## Silicon under uniform strain: what a stretched bond does to the dielectric constant

Put a crystal in an electric field and its electrons shift slightly, which weakens the field inside. The electronic dielectric constant $\varepsilon$ measures this screening with the nuclei held still. The table follows it for diamond-structure silicon as the whole crystal is squeezed or stretched equally in all directions.

Electronic (clamped-ion) dielectric tensor of diamond-structure silicon, computed with Ansatz 0.2.0 by linear response in spin-unpolarised r2SCAN density-functional theory. All rows use plane waves with PAW potentials, a 500 eV cutoff, a 6x6x6 k mesh and the two-atom cell, its edges scaled uniformly by −4% to +4% from the r2SCAN geometry.

```csv
volume (Å³/atom),shortest distance (Å),electronic dielectric xx,electronic dielectric yy,electronic dielectric zz
17.846,2.263,11.641,11.641,11.641
18.409,2.287,11.614,11.614,11.614
18.985,2.310,11.617,11.617,11.617
19.572,2.334,11.647,11.647,11.647
20.171,2.357,11.711,11.711,11.711
20.782,2.381,11.810,11.810,11.810
21.405,2.405,11.945,11.945,11.945
22.041,2.428,12.121,12.121,12.121
22.689,2.452,12.343,12.343,12.343
```

### 1. Why are the three dielectric columns identical?

The crystal is cubic and stays cubic under uniform strain, so the x, y and z directions are equivalent. Each row therefore holds one independent result, and the agreement of the columns is a matter of symmetry, not a test of accuracy. A stretch along x alone would lift this equality.

### 2. Which crystal screens better, the dense one or the stretched one?

The stretched one. From the smallest to the largest volume the constant rises by 0.70, or 6%. The rise is uneven: the curve is almost flat for the smallest volumes and becomes steeper with every step beyond them. This is odd at first sight, because the stretched crystal has fewer electrons per volume to do the screening.

### 3. What would happen if stretching only thinned out the atoms?

The polarisation of a crystal is the dipole per atom divided by the volume per atom $V$. For a given field inside the crystal this means

$$\varepsilon - 1 = \frac{A}{V},$$

where $A$ is the response per atom, with constant factors absorbed. Suppose $A$ kept its value from the unstrained crystal, the row at 20.171 Å³. At 22.041 Å³ the constant would then be

$$\varepsilon = 1 + (11.711 - 1)\times\frac{20.171}{22.041} = 10.80 .$$

The calculation gives 12.12. The estimate misses not just the size of the change but its direction, and the direction is also wrong on the compressed side at 18.409 Å³, where it predicts 12.74 against a computed 11.61. Dilution is real, but something more than makes up for it: each atom becomes easier to polarise as its bonds lengthen. Between these two strained rows the response per atom grows by 25%, the volume by only 20%.

### 4. Why is an atom with longer bonds easier to polarise?

A field shifts electrons by mixing a little of the empty states into the filled ones. The mixing is easier when the two lie close in energy. In silicon the filled states are mainly bonding and the empty ones mainly antibonding, and what holds them apart is the overlap of orbitals on neighbouring atoms. Longer bonds mean less overlap and a smaller separation.

The band energies of the same two strained rows show this. At the point L, on the edge of the range of wave vectors, the gap between filled and empty states shrinks from 3.55 to 2.69 eV. At the centre, Γ, the distance from the top of the filled states to the antibonding combination of s orbitals drops from 5.04 to 2.83 eV. Such s states are pushed up strongly by overlap, so they come down quickly when the bond is stretched. The narrowing is uneven, though: the distance from the filled top to the antibonding p states at Γ shrinks only from 2.77 to 2.69 eV.

That these shrinking separations drive the larger response is the argument of perturbation theory. The strengths of the individual transitions also change with volume, so the gaps alone do not fix the size of the effect. The argument also suggests a reason why the curve steepens: with a small energy difference in the denominator, a further reduction counts for more. In the last step the response per atom grows by 5.0% while the volume grows by 2.9%.

### 5. The band gap widens on stretching. Shouldn't the constant then fall?

The fundamental gap does widen: read from the k mesh, whose points can miss the exact band edge, it goes from 0.65 to 1.06 eV over the series. A rule that a wider gap means weaker screening would therefore give the wrong trend. The rule fails here because this gap is indirect. It compares a filled state at Γ with an empty state at another wave vector, at X or on the line from Γ to X, and a uniform field does not connect the two.

What counts is the vertical separation, taken at one and the same wave vector. At X itself it narrows slightly, from 3.98 to 3.83 eV between the two strained rows, while the fundamental gap widens. For a neighbouring semiconductor, then, the useful question is how strain moves the vertical gaps across the whole band structure, not what it does to the lowest edge.

### 6. Is there a true minimum at small volume?

The lowest value, at 18.409 Å³, is only 0.03 below that of the smallest volume, while the stated error of these rows is about 0.08. The smoothness of the curve suggests that much of the error is shared between rows, but an error that drifts with volume could still move or remove so shallow a dip. The safe reading at this k mesh is a plateau, where the growing response per atom nearly balances dilution.

The plateau also reaches into conditions that real silicon does not survive in this form. The energies imply a mean pressure of about 13 GPa between the two smallest volumes, roughly where silicon gives up the diamond structure. The calculation keeps that structure because the cell is only scaled, never reshaped, and symmetry leaves no force on the atoms.

### 7. Does this matter for silicon in a transistor?

The dielectric constant helps to set how far the field of a gate or a charged dopant reaches into the channel. Making the edges of the unstrained crystal 1% longer raises the constant by 0.8%; making them 1% shorter lowers it by 0.5%. For the volume part of such a strain, a device model can keep one dielectric constant with little loss. A channel can also be strained along one chosen direction, however, and the resulting difference between directions lies outside a series of cubic cells.

### 8. Which digits can be trusted, and what would another element change?

The stated errors leave the first decimal as the last useful digit of a single value. The total rise is about nine times the largest of them, so its direction is well supported. Its size and the exact shape of the curve, the plateau included, could still change with a denser k mesh: the constant converges slowly with the mesh, and 6x6x6 is coarse. Closeness to the measured constant, roughly 12, would be weak evidence of quality, because r2SCAN makes silicon's vertical gaps too small. This favours too large a response, which other errors may hide.

Replacing silicon by gallium and arsenic would add a contribution from moving nuclei, which a table with fixed nuclei does not include. In silicon the two atoms are equivalent and carry no effective charge that a field could pull on, so letting the nuclei move adds no polar screening. In gallium arsenide the two kinds of atom move in opposite directions, and its static constant exceeds the electronic one. The program's printed results below give the comparison of question 3 for every volume.

Printed output of the fit:

```
Response and density:
     row  dielectric constant  response per atom (A^3)  constant if response per atom were fixed  fundamental gap (eV)  stated error
  17.846                11.64                    189.9                                     13.11                0.6511         0.076
  18.409                11.61                    195.4                                     12.74                0.7247         0.075
  18.985                11.62                    201.6                                     12.38                0.7934         0.074
  19.572                11.65                    208.4                                     12.04                0.8574         0.044
  20.171                11.71                    216.1                                     11.71                0.9167         0.044
  20.782                11.81                    224.7                                      11.4                0.9588         0.044
  21.405                11.95                    234.3                                     11.09                0.9955         0.044
  22.041                12.12                    245.1                                      10.8                  1.03         0.045
  22.689                12.34                    257.4                                     10.52                 1.061         0.046
Rise of the dielectric constant from smallest to largest volume: 0.702
The same rise in percent: 6.03
Rise of the volume per atom in percent: 27.14
Rise of the response per atom in percent: 35.53
First step, rise of volume in percent: 3.155
First step, rise of response per atom in percent: 2.893
Last step, rise of volume in percent: 2.94
Last step, rise of response per atom in percent: 4.995
Depth of the minimum below the smallest-volume row: 0.027
Total rise divided by the largest stated error: 9.237
Widening of the fundamental gap over the series (eV): 0.4097
Vertical gap at L, volume 18.409 (eV): 3.545
Vertical gap at L, volume 22.041 (eV): 2.693
Vertical gap at X, volume 18.409 (eV): 3.982
Vertical gap at X, volume 22.041 (eV): 3.829
Gamma, valence top to empty triplet, volume 18.409 (eV): 2.77
Gamma, valence top to empty triplet, volume 22.041 (eV): 2.695
Gamma, valence top to empty singlet, volume 18.409 (eV): 5.041
Gamma, valence top to empty singlet, volume 22.041 (eV): 2.833
Smallest narrowing at the nine other mesh points (eV): 0.1801
Largest narrowing at the nine other mesh points (eV): 0.8229
Change of the constant for edges 1 percent shorter than unstrained (percent): -0.5465
Change of the constant for edges 1 percent longer than unstrained (percent): 0.8454
Mean pressure between the two smallest volumes, from energies (GPa): 13.09
```
